## The proton that looks wrong

H10, the proton on oxygen, is the most positive hydrogen in this molecule, yet it has the lowest shift. The familiar rule says the opposite: an atom that has lost electrons is less shielded and so has a higher shift. H10 carries 0.20 e more positive charge than H11, the protons on the saturated carbon, but its shift is 3.5 ppm lower.

GIAO shieldings and IAO charges of C6H8NOP (SMILES OCPc1ccncc1) were computed with PySCF 2.14.0 at the non-relativistic PBE0/pcSseg-1 level with density fitting, in the gas phase at the GFN2-xTB geometry. Shifts are relative to H2O (17O), NH3 (15N), PH3 (31P) and TMS (13C, 1H) at the same level. Span is the highest less the lowest principal value of the shielding.

| atom | equivalent | bonded to | shift (ppm) | shielding (ppm) | span (ppm) | IAO charge (e) |
| --- | --- | --- | --- | --- | --- | --- |
| O1 | 1 | C H | 51.3 | 284.8 | 59 | -0.53 |
| C2 | 1 | H H O P | 67.6 | 119.3 | 54 | -0.21 |
| P3 | 1 | C C H | 263.3 | 348.0 | 42 | 0.33 |
| C4 | 1 | C C P | 153.1 | 33.9 | 245 | -0.17 |
| C5 | 2 | C C H | 133.4 | 53.5 | 228 | -0.19 |
| C6 | 2 | C H N | 155.6 | 31.3 | 224 | -0.01 |
| N7 | 1 | C C | 358.3 | -90.6 | 724 | -0.28 |
| H10 | 1 | O | 0.8 | 30.9 | 20 | 0.35 |
| H11 | 2 | C | 4.3 | 27.4 | 10 | 0.15 |
| H13 | 1 | P | 4.2 | 27.5 | 8 | -0.02 |
| H14 | 2 | C | 7.6 | 24.1 | 9 | 0.16 |
| H15 | 2 | C | 8.9 | 22.8 | 8 | 0.16 |

The shielding is the fraction of the applied field that the electrons cancel at the nucleus, in parts per million. The shift is the shielding of a reference compound less that of the atom, so it rises as shielding falls. The IAO charge is one way of dividing the electrons among the atoms. Each element has its own reference, so shifts are compared here only among carbons or among hydrogens.

## Where the rule comes from

Take a free, spherical atom. The field makes its electrons circulate, and their current opposes the field at the nucleus. Fewer electrons then mean less shielding, and the rule holds.

In a molecule the field also mixes occupied orbitals with empty ones. The resulting currents usually deshield the nucleus, and they are stronger when the empty orbitals lie close in energy. Charge can therefore be a guide only between atoms whose bonding is alike.

## A yardstick for carbon

C5 and C6 are both ring carbons that carry a hydrogen; each row is the average of two atoms. From C5 to C6 the shift rises by 22.2 ppm and the charge by 0.18 e, which gives 22.2/0.18 ≈ 123 ppm per electron. The straight line through these two rows serves as the smooth model; they define it and so cannot test it. C6 is also bonded to nitrogen, so the slope may hold more than the effect of charge.

C4, the ring carbon bonded to phosphorus, is 0.02 e more positive than C5. The line therefore adds 0.02 × 123 ≈ 2.5 ppm and gives about 136 ppm. The computed shift is 153 ppm, a break of 17 ppm upwards.

For C2, the saturated carbon, the line gives 131 ppm, but the computed shift is 63 ppm lower. With Hirshfeld charges the breaks are 15 ppm upwards and 71 ppm downwards. The output after this text lists the steps for these two charge schemes. The break of C4 is the less secure one: charges fitted to the electrostatic potential in the same run would put C4 slightly below the line, while C2 would stay far below it. In order alone, the carbons do follow the rule with IAO charges: both charge and shift rise from C2 through C5 and C4 to C6. With Hirshfeld charges that order is lost, since C2 is then slightly more positive than C4 and C5.

## Why the saturated carbon falls so low

Shielding depends on the direction of the field, and its three principal values show where C2 and C5 differ. Two of them are lower in C5, by 156 and 59 ppm, while the third is 18 ppm higher. A general loss of electrons would be expected to lower all three.

Theory can explain the pattern if the two lowered values belong to fields in the ring plane; the run gives the principal values but not their directions. A field acts on a p orbital by turning it about the field direction. When the field lies in the ring plane, it turns an in-plane p orbital into one that stands upright, and so mixes σ bonds with the low-lying empty π* orbitals. At a single carbon, a field perpendicular to the ring mixes mainly σ with σ*, which costs more energy. C2 has no π bond of its own, so for it every direction mixes mainly σ with σ*. Its bond to oxygen should still leave it less shielded than a carbon in a plain alkane.

## Why C4 lies above the line

Between C5 and C4 the lowest principal value hardly changes, while the middle one drops by 77 ppm. In benzene-like carbons the middle value usually belongs to a field in the ring plane, across the bond that points outwards. Such a field mixes the σ orbital of that bond with π*. A C–P bond lies higher in energy than a C–H bond, hence closer to π*, and should deshield more.

C4 also sits opposite the ring nitrogen, a position that loses π electrons even when the total charge barely shows it. Both effects should raise the shift, but these rows neither test nor separate them.

## Back to the protons

The ring protons H14 and H15 have nearly the same charge as H11, but their shifts are 3.3 and 4.6 ppm higher. The same calculation finds the strong shielding above the ring that marks an aromatic ring current. Outside the ring this current reinforces the applied field and deshields the protons. The neighbouring unsaturated carbons add to the effect.

H10 shows the reverse. Compared with H11, its lowest principal value falls by 1.9 ppm, but the other two rise by 4.4 and 7.8 ppm. A likely cause of the larger rise is the current on oxygen. In the limit of a perfectly round bond, a field along the bond makes the oxygen electrons circulate freely, and their current shields a proton on the axis. This assignment is untested here.

The high OH shifts familiar from liquid alcohols owe much to hydrogen bonds, which deshield the proton. The calculation treats a single molecule in the gas phase, with no neighbour to bond to.

## A practical rule

Sort atoms by their bonding before looking at their charges. Even then, charge is only a hint: H14 and H15 are both ring protons with a charge of 0.16 e, yet their shifts differ by 1.3 ppm.

The analysis program printed:

```
principal shieldings in ppm and Hirshfeld charge in e:
  row  lowest  middle  highest  Hirshfeld
   O1   247.6   300.3    306.6    -0.2276
   C2   94.39   115.6    147.9    -0.0383
   P3   321.8     359    363.3     0.1077
   C4  -61.45   -20.6    183.7    -0.0391
   C5  -61.87   56.53    165.8    -0.0565
   C6  -77.82   25.63    146.2     0.0185
   N7    -412  -172.4    312.6     -0.163
  H10   21.04   30.99    40.57     0.1486
  H11    22.9   26.57    32.76     0.0433
  H13    23.8   26.79    32.04    -0.0095
  H14   20.93   21.79    29.65      0.052
  H15   18.79   22.48    27.08     0.0534
shift C6 less C5, ppm: 22.2
IAO charge C6 less C5, e: 0.18
slope of the line through C5 and C6, ppm per e: 123.3
C4 shift expected from the line, ppm: 135.9
C4 shift less line, ppm: 17.23
C2 shift expected from the line, ppm: 130.9
C2 shift less line, ppm: -63.33
C4 shift less line with Hirshfeld charges, ppm: 14.55
C2 shift less line with Hirshfeld charges, ppm: -71.19
C5 less C2 lowest principal shielding, ppm: -156.3
C5 less C2 middle principal shielding, ppm: -59.05
C5 less C2 highest principal shielding, ppm: 17.96
C4 less C5 lowest principal shielding, ppm: 0.42
C4 less C5 middle principal shielding, ppm: -77.13
C4 less C5 highest principal shielding, ppm: 17.8
H10 less H11 IAO charge, e: 0.2
H10 less H11 shift, ppm: -3.5
H10 less H11 lowest principal shielding, ppm: -1.86
H10 less H11 middle principal shielding, ppm: 4.42
H10 less H11 highest principal shielding, ppm: 7.81
H13 less H11 IAO charge, e: -0.17
H13 less H11 shift, ppm: -0.1
H14 less H11 shift, ppm: 3.3
H15 less H11 shift, ppm: 4.6
```
